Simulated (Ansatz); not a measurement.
# Vacuum decay constant against sample bias for W(100)-p(2x2)-Gd (LDA) and W(100)-p(2x2)-K (PBE) surface alloys

Whether one decay constant can serve at every bias must be decided before a change of tunnelling current is converted into a tip height. The question matters for scanning tunnelling microscopy of low-work-function coatings, such as those used on electron emitters, because the current varies roughly as $\exp(-2\kappa z)$. The calculation gives κ for the planar mean density of all states between the Fermi level and the sample bias, fitted between 3 and 5 Å above the top atom. It is measured against κ₀, the decay constant of a free electron at the highest energy in the window with no momentum along the surface. Negative bias images filled states and positive bias empty ones.

## Computational details

Ansatz 0.2.0, plane-wave Kohn-Sham DFT with its default PAW datasets at cutoffs of 420 eV, level as listed. Slabs and stacks are built by hand and relaxed; a single point with 16 to 17 Å of vacuum, a dipole correction, Fermi-Dirac smearing of 0.05 eV and meshes of 10 points along the first in-plane vector gives the density of the states between the Fermi level and the sample bias. Its planar mean n(z) is fitted as exp(−2κz) between 3 and 5 Å above the top atom. Spin-polarised where magnetic elements are present, no spin-orbit coupling.

Notes on method and selection:

- A free electron at the Fermi level with no momentum along the surface decays with κ₀ = 0.5123·√Φ Å⁻¹, Φ in eV; momentum along the surface raises κ, and the slow approach of the potential to the vacuum level lowers it.
- The tip is left out (Tersoff-Hamann).
- Slabs this thin have discrete subbands, so κ depends on which of them fall in the window.
- Windows narrower than 0.1 V hold too few states on these meshes and are not listed; a blank corrugation was not computed at that height.
- Runs in which the search for lower states was switched off are not listed.
- Work functions and vacuum levels are read from the electrostatic potential (Hartree and local ionic parts), which a warning of a rough exchange-correlation potential in thin density does not concern.
- Sites and patterns name the starting structure; atoms can leave their sites in the relaxation.
- The default PAW datasets of this version of Ansatz are the set soft_2.
- Runs that did not converge, have known faults or may not be shown are not listed, and runs on Ansatz's PAW sets soft_1 and soft_2 are kept to separate tables.

Columns:

- bias (V): sample bias; negative images filled states.
- κ₀ of window top (Å⁻¹): 0.5123·√(Φ − E) for the highest energy E in the window, from the Fermi level.
- κ (Å⁻¹): decay constant κ of the window's density.
- corrugation (Å): corrugation at constant current, set to the mean density at the first listed height.

## Results

| member | surface | bias (V) | κ₀ of window top (Å⁻¹) | κ (Å⁻¹) | corrugation (Å) |
| --- | --- | --- | --- | --- | --- |
| −1.2 V | W(100)-p(2x2)-Gd surface alloy (LDA, Φ 3.67 eV, 2.5 Å) | −1.2 | 0.981 | 1.006 | 0.298 |
| −0.4 V | W(100)-p(2x2)-Gd surface alloy (LDA, Φ 3.67 eV, 2.5 Å) | −0.4 | 0.981 | 0.975 | 0.296 |
| +0.4 V | W(100)-p(2x2)-Gd surface alloy (LDA, Φ 3.67 eV, 2.5 Å) | 0.4 | 0.926 | 0.981 | 0.855 |
| +1.2 V | W(100)-p(2x2)-Gd surface alloy (LDA, Φ 3.67 eV, 2.5 Å) | 1.2 | 0.804 | 0.938 | 0.455 |
| −1 V | W(100)-p(2x2)-K surface alloy (PBE, Φ 2.73 eV, 3 Å) | −1.0 | 0.847 | 0.849 | 0.291 |
| −0.5 V | W(100)-p(2x2)-K surface alloy (PBE, Φ 2.73 eV, 3 Å) | −0.5 | 0.847 | 0.840 | 0.284 |
| −0.1 V | W(100)-p(2x2)-K surface alloy (PBE, Φ 2.73 eV, 3 Å) | −0.1 | 0.847 | 0.826 | 0.309 |
| +0.1 V | W(100)-p(2x2)-K surface alloy (PBE, Φ 2.73 eV, 3 Å) | 0.1 | 0.831 | 0.850 | 0.364 |
| +0.5 V | W(100)-p(2x2)-K surface alloy (PBE, Φ 2.73 eV, 3 Å) | 0.5 | 0.766 | ? | ? |
| +1 V | W(100)-p(2x2)-K surface alloy (PBE, Φ 2.73 eV, 3 Å) | 1.0 | 0.675 | 0.805 | 0.142 |

Cells marked ? are withheld until the estimate has been made.

## What drives the series

At positive bias, κ changes much less than the barrier at the window top suggests. On the K alloy, κ₀ falls by 0.831 − 0.675 = 0.156 Å⁻¹ between +0.1 and +1 V, whereas κ falls by 0.850 − 0.805 = 0.045 Å⁻¹. On the Gd alloy, between +0.4 and +1.2 V, κ₀ falls by 0.926 − 0.804 = 0.122 Å⁻¹ and κ by 0.981 − 0.938 = 0.043 Å⁻¹.

The width of the window can account for part of this. A wide positive window also holds states near the Fermi level, which face a higher barrier. At +1 V on the K alloy, κ lies between the free-electron values for the two edges of the window, 0.847 and 0.675 Å⁻¹. The same holds for the Gd alloy at +1.2 V. Momentum $k$ along the surface raises the decay further, as $\kappa=\sqrt{\kappa_0^2+k^2}$.

At negative bias the window top stays at the Fermi level, and widening the window adds deeper states that decay faster. Accordingly, κ rises from 0.826 to 0.849 Å⁻¹ between −0.1 and −1 V on the K alloy, and from 0.975 to 1.006 Å⁻¹ between −0.4 and −1.2 V on the Gd alloy. Values slightly below κ₀ are possible because the potential approaches the vacuum level slowly.

The step across the Fermi level does not follow the barrier. From −0.1 to +0.1 V on the K alloy, κ rises by 0.024 Å⁻¹ while κ₀ falls by 0.016 Å⁻¹. A different set of slab subbands, with more momentum along the surface, may be the cause; the rough exchange-correlation potential in thin density may also affect the fitted tails.

For the height conversion, the change from 0.850 to 0.805 Å⁻¹ alters the current ratio over 1 Å by a factor of exp(2 × 0.045) = 1.09. A single κ is therefore a fair approximation for short height changes on the K alloy, but less so over several ångströms.

## Blind estimate

Plain estimates from the members shown:

- +0.5 V (W(100)-p(2x2)-K surface alloy (PBE, Φ 2.73 eV, 3 Å)), straight-line interpolation between +0.1 V and +1 V: w = (0.5 − 0.1) / (1.0 − 0.1) = 0.444, so 0.850 + 0.444 × (0.805 − 0.850) = 0.830 Å⁻¹

The straight line between +0.1 and +1 V is the chosen route, since both neighbours are empty-state windows of the same slab and functional. It gives 0.850 + 0.444 × (0.805 − 0.850) = 0.830 Å⁻¹.

The curvature of the barrier term gives no reason for a shift. A straight line through κ₀ would give 0.831 + 0.444 × (0.675 − 0.831) = 0.762 Å⁻¹ at +0.5 V, against the listed 0.766. Between the same two biases κ changes by only 0.045 / 0.156 = 0.29 of the change in κ₀, so the correction would be 0.29 × 0.004 = 0.001 Å⁻¹.

Applied to the shown inner rows of the K alloy, interpolation between nearest shown neighbours misses by +0.004 Å⁻¹ at −0.5 V, −0.021 at −0.1 V and +0.028 at +0.1 V (listed minus interpolated). On the Gd alloy the misses are −0.019 at −0.4 V and +0.025 at +0.4 V. Their root mean square is 0.021 Å⁻¹.

This is no better than taking the mean of the five shown K values, (0.849 + 0.840 + 0.826 + 0.850 + 0.805) / 5 = 0.834 Å⁻¹, about which the standard deviation is 0.019 Å⁻¹. The line is thus a reasonable placement within a narrow range, not a tested law of bias dependence. The typical miss of the interpolation sets the error bar.

**Committed estimate, +0.5 V (W(100)-p(2x2)-K surface alloy (PBE, Φ 2.73 eV, 3 Å)): κ = 0.83 ± 0.02 Å⁻¹.**

## Result

| member | surface | bias (V) | κ₀ of window top (Å⁻¹) | κ (Å⁻¹) | corrugation (Å) |
| --- | --- | --- | --- | --- | --- |
| +0.5 V | W(100)-p(2x2)-K surface alloy (PBE, Φ 2.73 eV, 3 Å) | 0.5 | 0.766 | 0.821 | 0.121 |

| member | estimate | κ (Å⁻¹) | computed | estimate − computed | miss in error bars |
| --- | --- | --- | --- | --- | --- |
| +0.5 V (W(100)-p(2x2)-K surface alloy (PBE, Φ 2.73 eV, 3 Å)) | committed | 0.830 | 0.821 | +0.009 | 0.5 |
| +0.5 V (W(100)-p(2x2)-K surface alloy (PBE, Φ 2.73 eV, 3 Å)) | interpolation | 0.830 | 0.821 | +0.009 |  |

The computed κ at +0.5 V on the K alloy is 0.821 Å⁻¹. The estimate of 0.83 ± 0.02 Å⁻¹ is 0.009 too high and well inside its error bar. It was the plain interpolation, so it did neither better nor worse than that. The mean of the five other K rows, 0.834 Å⁻¹, misses by 0.013, so one result gives little reason to prefer the line.

The expectation of a value between those at +0.1 and +1 V held. The small curvature correction, which was worked out but not applied, had the wrong sign: it pointed above the line, and the result lies below it. From +0.1 to +0.5 V κ falls by 0.029 / 0.4 = 0.073 Å⁻¹ per volt, and from +0.5 to +1 V by 0.016 / 0.5 = 0.032. Over the same steps the fall of κ₀ steepens from about 0.16 to about 0.18 Å⁻¹ per volt.

The lower barrier for empty states thus gives the right direction, but the window top alone does not set the size of the change. The mix of states in the window matters as well.

## Residuals

The largest corrugation in the table is that of the Gd alloy at +0.4 V: 0.855 Å, or 0.855 / 0.296 = 2.9 times its value at −0.4 V. It applies at 2.5 Å, closer to the surface than the range in which κ is fitted. The same run also gives corrugations at a larger height, inside that range, which the table leaves out. There the value at +0.4 V is almost the same as at +1.2 V, and its lead over −0.4 V is much smaller. The strong contrast thus belongs mainly to the region close to the surface.

The κ of this window, 0.981 Å⁻¹, equals the free-electron value at the Fermi level, although every state in the window lies above that level. Momentum along the surface can explain this, but the corrugation is no evidence for it: from +0.4 to +1.2 V κ falls by 0.043 Å⁻¹, while the corrugation at the larger height hardly changes.

In κ itself, the two narrowest windows of the K alloy depart from the barrier in opposite directions. At −0.1 V κ is 0.021 Å⁻¹ below κ₀ of the window top, and at +0.1 V it is 0.019 above. The slow approach of the potential to the vacuum level can give the first sign and momentum along the surface the second. With so few subbands in a window of 0.1 V, both departures may belong to this slab thickness and mesh more than to the surface.

The rule I gave before the estimate, that κ rises as a negative window widens, is too general. On the Gd alloy a window narrower than 0.1 V was also computed on each side of the Fermi level, and both are left out of the table. The negative one has a higher κ than the windows at −0.4 and −1.2 V, so κ first falls and then rises as the window widens. Deeper states do face a higher barrier, but the choice of subbands near the Fermi level can outweigh this. Such narrow windows hold few states and are uncertain; even so, the rule is safe only as a description of the listed rows.

The larger excesses over κ₀ at the highest positive biases, 0.130 Å⁻¹ for K and 0.134 for Gd, need not be anomalies, because those wide windows also contain states near the Fermi level.

## Summary

Without the field of a tip, one κ serves for short height changes on the K alloy between −1 and +1 V: the listed values of 0.805 to 0.850 Å⁻¹ mean that the current falls by a factor of exp(2 × 0.805) = 5.0 to exp(2 × 0.850) = 5.5 per ångström. At the four listed biases of the Gd alloy the factor runs from exp(2 × 0.938) = 6.5 to exp(2 × 1.006) = 7.5. On the K alloy, a further bias between the listed ones can be estimated to about 0.02 Å⁻¹, with no proven gain from interpolation over the mean. This error size does not carry over to the unlisted Gd windows narrower than 0.1 V. On both sides of the Fermi level their κ lies above the whole listed Gd range, and interpolation between −0.4 and +0.4 V misses them by clearly more than 0.02 Å⁻¹.

The difference between the surfaces also contains the change from LDA to PBE. If that changed the work function by 0.2 eV, an assumed size, κ would shift by roughly 0.03 Å⁻¹, from Δκ ≈ 0.5123·ΔΦ/(2√Φ).

The largest omission is the field of the tip. With a tip of the same work function, a bias of +1 V raises the mean barrier by about half an electronvolt, and κ on the K alloy by roughly 0.5123 × 0.5123 × 0.5 / (2 × 0.805) = 0.08 Å⁻¹; negative bias acts the other way. This exceeds the whole listed spread of 0.850 − 0.805 = 0.045 Å⁻¹, so a measurement over this range of bias may well need a separate κ for each bias. A tip with a higher work function than the sample raises κ further.
